# Estimating the bulk modulus of thallium from its volume

## The quantity

The bulk modulus $B$ measures how strongly a solid resists being squeezed evenly from all sides. It is defined as $B=-V\,dP/dV$, with $P$ the pressure and $V$ the volume per atom. A modulus of 26.6 GPa means that about 0.27 GPa is needed to shrink the volume by one percent. Here $B$ comes from density-functional calculations on hexagonal close-packed thallium: the crystal was computed at seven volumes, and an equation of state was fitted to the energies.

The same fit gives two more numbers. One is the equilibrium volume, at which the pressure vanishes. The other is the pressure derivative $B'=dB/dP$, which tells how fast the solid stiffens under load. The cell kept its proportions while it was scaled, so these are moduli at fixed shape.

Hcp thallium, relaxed with each functional in Ansatz 0.2.0: plane-wave DFT with scalar-relativistic PAW datasets made for PBE, no spin polarisation, Fermi-Dirac smearing of 0.1 eV. Volume, bulk modulus and its pressure derivative come from a third-order Birch-Murnaghan fit to seven uniformly scaled cells, with energies extrapolated to zero smearing.

```csv
functional,wave cutoff,k mesh,volume per atom (Å³),bulk modulus (GPa),bulk modulus pressure derivative
LDA,420 eV,17×17×10,27.26,43.1,5.42
PBEsol,420 eV,17×17×10,28.57,36.5,5.42
PBE,420 eV,17×17×9,31.43,26.6,5.37
revPBE,420 eV,16×16×9,33.04,21.7,5.45
RPBE,420 eV,16×16×9,33.74,20.0,5.45
BLYP,420 eV,16×16×9,35.56,18.2,5.30
r2SCAN,500 eV,17×17×9,30.13,32.0,5.28
```

## What changes from row to row

The element and the hcp arrangement stay the same throughout, though each functional relaxes the cell to its own proportions, and the cutoff and k mesh differ slightly. What chiefly changes is the functional, the approximate recipe for the exchange and correlation energy of the electrons. Its choice matters a great deal, since $B$ drops from 43.1 GPa with LDA to 18.2 GPa with BLYP. Whenever the volume is larger, the modulus is smaller, and no row breaks this order. The pressure derivative, in contrast, stays between 5.3 and 5.5.

This suggests a shortcut. An equilibrium volume may be known for a functional whose bulk modulus is not at hand. If one functional has been treated in full, it can serve as the reference from which the others are estimated.

## Why the functionals disagree on the volume

LDA treats each small region as if it belonged to a uniform electron gas, and it usually binds atoms too tightly. Gradient corrections to exchange lower the energy where the density varies strongly. Atoms that stand further apart have a more uneven density between them, so a stronger gradient correction favours a larger cell. At the moderate density gradients that matter most in a solid, this correction grows from LDA through PBEsol, PBE and revPBE to RPBE, and the volume grows with it.

BLYP and r2SCAN stand outside this ladder. BLYP does not reproduce the energy of the uniform electron gas. This is a drawback for a metal, and BLYP gives the largest cell. The functional r2SCAN also uses the kinetic-energy density of the electrons, and its volume falls between those of PBEsol and PBE.

A change of functional can thus be pictured as an extra pressure inside the crystal. Relative to PBE, LDA pulls the atoms inward and RPBE pushes them outward. The crystal settles where this extra pressure and the pressure of the PBE crystal cancel.

## Why volume alone is not enough

It is tempting to think that a functional only moves thallium to another point on one common curve. LDA would then be stiff merely because its crystal is compressed, and PBE stretched or squeezed to the same volume would have the same modulus. The pressures computed at the scaled volumes allow a direct test near 28.6 Å$^3$, the equilibrium volume of PBEsol.

LDA stretched to 28.9 Å$^3$ has a modulus of about 31 GPa. PBEsol has 36.5 GPa at its own equilibrium, and PBE compressed to 28.3 Å$^3$ reaches about 45 GPa. The volumes differ by only two percent, which changes $B$ by roughly a tenth, far less than the spread seen here. At nearly equal volume the order is therefore reversed: LDA is the softest of the three and PBE the stiffest.

The reversal tells how the extra pressure varies with volume. The inward pull of LDA must grow stronger as the atoms approach each other, so that it helps whoever squeezes the crystal. An outward push that grows on compression does the opposite and resists. The common curve therefore exaggerates the differences between functionals, and the rule needs a smaller exponent than that curve would give.

## Deriving the rule

Let $V_0$, $B_0$ and $B'$ belong to the reference, PBE, and let $V$ be the equilibrium volume of another functional. For a small shift, write $u=\ln(V_0/V)$. The PBE crystal, brought to the volume $V$, has the pressure $B_0u$ and the modulus $B_0(1+B'u)$. Since the other functional is at rest there, its extra pressure must be $-B_0u$.

Suppose that this extra pressure varies with volume as $V^{-m}$. Its own contribution to the modulus is then $m$ times its value, or $-mB_0u$. The sum is

$$B\approx B_0\,[1+(B'-m)\,u].$$

The value of $B'$ is nearly the same in all rows. If $m$ is also taken to be the same for every step, the step can be repeated from one functional to the next, and many small steps make a power law:

$$B\approx B_0\left(\frac{V_0}{V}\right)^{B'-m}.$$

The value of $m$ needs a physical assumption. The simplest is that two functionals differ by an energy proportional to the mean electron density, hence to $1/V$. Differentiating this energy gives a pressure proportional to $1/V^2$, so $m=2$. With $B'=5.37$ for PBE the exponent becomes 3.37, and one percent more volume costs about 3.4 percent of the modulus.

## A form for pencil and paper

A fractional power is awkward by hand, but a simple fraction replaces it well. First form

$$q=\frac{V_0-V}{V_0+V},\qquad t=(B'-2)\,q,$$

and then

$$B\approx B_0\,\frac{1+t}{1-t}.$$

This works because $\ln(V_0/V)$ is close to $2q$, and $e^{2t}$ is close to $(1+t)/(1-t)$. Over the whole table the fraction stays within one percent of the true power.

**PBEsol, a smaller cell.** The volumes are 31.43 Å$^3$ for PBE and 28.57 Å$^3$ for PBEsol. Their difference divided by their sum is $q=2.86/60.00=0.0477$, and multiplying by 3.37 gives $t=0.161$. The estimate is $26.6\times1.161/0.839=36.8$ GPa. The full calculation gives 36.5 GPa, so the estimate is about one percent too high.

**RPBE, a larger cell.** With a volume of 33.74 Å$^3$, $q=-2.31/65.17=-0.0354$ and $t=-0.119$. The estimate is $26.6\times0.881/1.119=20.9$ GPa. The full calculation gives 20.0 GPa, and this overestimate of almost five percent is the largest error in the table.

The moduli of these two rows did not enter the constants, which come from PBE and from the density argument. That argument was, however, adopted with the whole table in view, so the agreement is weaker evidence than a blind prediction would be.

## How accurate it is

Over the six functionals other than PBE, the typical (root-mean-square) error is between three and four percent of the computed modulus. A power law with the full exponent $B'$, a rough stand-in for the common curve, does much worse at the ends of the range. It makes LDA a third too stiff and BLYP a quarter too soft.

The exponent can also be left free. A least-squares straight line through the logarithms of $B$ and $V$ for all seven rows gives $3.41\pm0.15$, which agrees with the value from the density argument. A reader with only the PBE row is therefore hardly worse off than one who has fitted the whole table.

## Where the density argument is too simple

The fitted equations of state also show how the extra pressure of each functional varies with volume. One compares it at two places, the equilibrium volume of PBE and that of the functional itself. For LDA this reaches somewhat beyond the computed volumes. Since each functional keeps its own cell proportions, $m$ also contains the effect of the change in shape. For LDA and PBEsol the power $m$ comes out close to 2, as assumed, and for BLYP it is about 2.3. For revPBE and RPBE it lies between 1.3 and 1.4, and for r2SCAN it is about 1. The assumption is a fair average over the table, and no law that each functional obeys.

The rule survives for two reasons. A wrong $m$ does little harm near the reference, and the two functionals furthest from PBE, LDA and BLYP, happen to have an $m$ not far from 2. If $m$ is wrong by one, the error of $B$ in percent is about as large as the distance in volume from PBE in percent. The r2SCAN cell is four percent smaller than that of PBE, and its estimated modulus is indeed about four percent too low. All functionals used atomic datasets made for PBE, and how much this contributes to the differences between the functionals, the deviation of r2SCAN included, is untested.

BLYP calls for a different caution. From RPBE to BLYP the modulus falls only about half as fast with volume as the rule says. The estimate changes from too high to too low between these two rows, although each error stays below five percent. The rule is thus safe for the level of $B$, but it should not be used for the small difference between two such functionals.

## Squeezing one crystal is another matter

A neighbouring series would keep one functional and change the applied pressure. It would look similar, with smaller volumes and larger moduli, but it would follow a steeper law. No extra pressure from a second functional softens the change there, so the full $B'$ sets the initial slope. For PBE compressed to 28.3 Å$^3$, the rule for changing functionals would give 38 GPa, while the computed pressures give about 45 GPa.

Someone who wants the stiffness of thallium under load must therefore not use the exponent 3.37. That exponent compares different descriptions of an unloaded crystal. For another metal or another crystal structure the same reasoning applies, but $V_0$, $B_0$ and $B'$ must be computed afresh. Whether $m=2$ is a good average there has to be checked on at least one second functional.

## Which volume to trust

The rule turns an error in volume into a larger error in stiffness. PBE gives a cell ten percent larger than PBEsol, and its modulus is lower by more than a quarter. The measured volume is roughly 29 Å$^3$, a recalled figure. PBE already lies clearly above it, and revPBE, RPBE and BLYP lie further still. Their low moduli belong to crystals that are too loose. No dispersion term was included in the calculations, and its absence may contribute to this expansion.

PBEsol comes closest to that volume, but this does not make it the correct description. The calculations leave out spin–orbit coupling, which is strong for the outer $p$ electrons of thallium, and part of the agreement may come from errors that cancel. The rule carries a modulus from one functional to another and inherits whatever is wrong with the reference.

For practical work on this crystal, compute one functional in full, subtract 2 from its $B'$, and use the result as the exponent for other functionals whose volumes are known. In this table, with PBE as the reference, that reproduces the modulus computed with each functional to within five percent, for cells up to 13 percent smaller or larger. Another reference can do worse: starting from r2SCAN, the same recipe overestimates the RPBE modulus by about ten percent. When the crystal itself is put under pressure, keep the whole $B'$.
